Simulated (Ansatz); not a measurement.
A series in volume scale on Pd

All results are calculated (Ansatz 0.2.0). Plane-wave DFT, scalar-relativistic PAW made under PBE with cores redone for the functional, no dispersion; the given relaxed cell is scaled uniformly, energy at zero smearing counts from the unscaled cell, pressure at the given Fermi-Dirac smearing is positive in compression.

The cell before it is scaled or strained (space group P6_3/mmc, No. 194):
```
CELL_PARAMETERS angstrom
2.70550 0.00000 0.00000
-1.35280 2.34310 0.00000
0.00000 0.00000 8.94630
ATOMIC_POSITIONS crystal
Pd 0.00000 0.00000 0.00000
Pd 0.00000 0.00000 0.50000
Pd 0.33333 0.66667 0.25000
Pd 0.66667 0.33333 0.75000
```

Settings of every row: spin polarised yes; functional LDA; wave cutoff 420 eV; smearing width 0.05 eV; k mesh 15x15x4.

Atom:
| element | starting moment (Bohr magneton) |
| --- | --- |
| Pd | 0.5 |
| Pd | 0.5 |
| Pd | -0.5 |
| Pd | -0.5 |

Limits: search for a lower magnetic state is off; the cell comes from a prototype or a list of computed structures and needn't be the stable phase.

| row | volume scale | V (Å³/atom) | energy change per atom (meV) | pressure (GPa) |
| --- | --- | --- | --- | --- |
| 1 | 0.88 | 12.477 | 186.58 | 40.52 |
| 2 | 0.92 | 13.044 | 75.06 | 23.49 |
| 3 | 0.96 | 13.611 | 16.84 | 10.26 |
| 4 | 1.04 | 14.745 | ? | ? |
| 5 | 1.08 | 15.312 | 55.49 | -14.14 |
| 6 | 1.12 | 15.88 | 114.78 | -18.84 |

Largest site moment is 0 Bohr magneton in every row.

Question: what energy change per atom and pressure should row 4 give?

Worked fit of energy change per atom. Take u = (V_r/V)^(2/3) − 1 with V_r = 13.611 Å³ an atom, which is twice the finite (Eulerian) strain; such expansions in the strain, on which the Birch-Murnaghan equation of state is built, carry the rest volume and the bulk modulus. The shown rows have u = 0.05971, 0.02877, 0, -0.0755, -0.09768. Least squares give energy change per atom = 17.087 + 1365.18 × u + 24392.9 × u² meV; a straight line predicts inner rows, each left out in turn, worse (root mean square 64 against 2.8 meV). The rows lie off it by 1.01, -1.49, -0.25, 2.43, -1.70 (root mean square 1.6 meV). The withheld row has u = -0.05195, so the fit gives 17.087 + 1365.18 × (-0.05195) + 24392.9 × (-0.05195)² = 12.00 meV.

The calculation gave 15.31 meV. The fit lies 3.31 meV (22 % of the value, 1.9 % of the column's range) below it; its largest miss of a shown row is 2.43 meV.

Worked fit of pressure. Take u = (V_r/V)^(2/3) − 1 with V_r = 13.611 Å³ an atom, which is twice the finite (Eulerian) strain; such expansions in the strain, on which the Birch-Murnaghan equation of state is built, carry the rest volume and the bulk modulus. The shown rows have u = 0.05971, 0.02877, 0, -0.0755, -0.09768. Least squares give pressure = 10.272 + 426.01 × u + 1324.8 × u² GPa; a straight line predicts inner rows, each left out in turn, worse (root mean square 3.5 against 0.23 GPa). The rows lie off it by 0.09, -0.13, -0.01, 0.20, -0.14 (root mean square 0.13 GPa). The withheld row has u = -0.05195, so the fit gives 10.272 + 426.01 × (-0.05195) + 1324.8 × (-0.05195)² = -8.28 GPa.

The calculation gave -7.99 GPa. The fit lies 0.29 GPa (3.6 % of the value, 0.49 % of the column's range) below it; its largest miss of a shown row is 0.20 GPa.
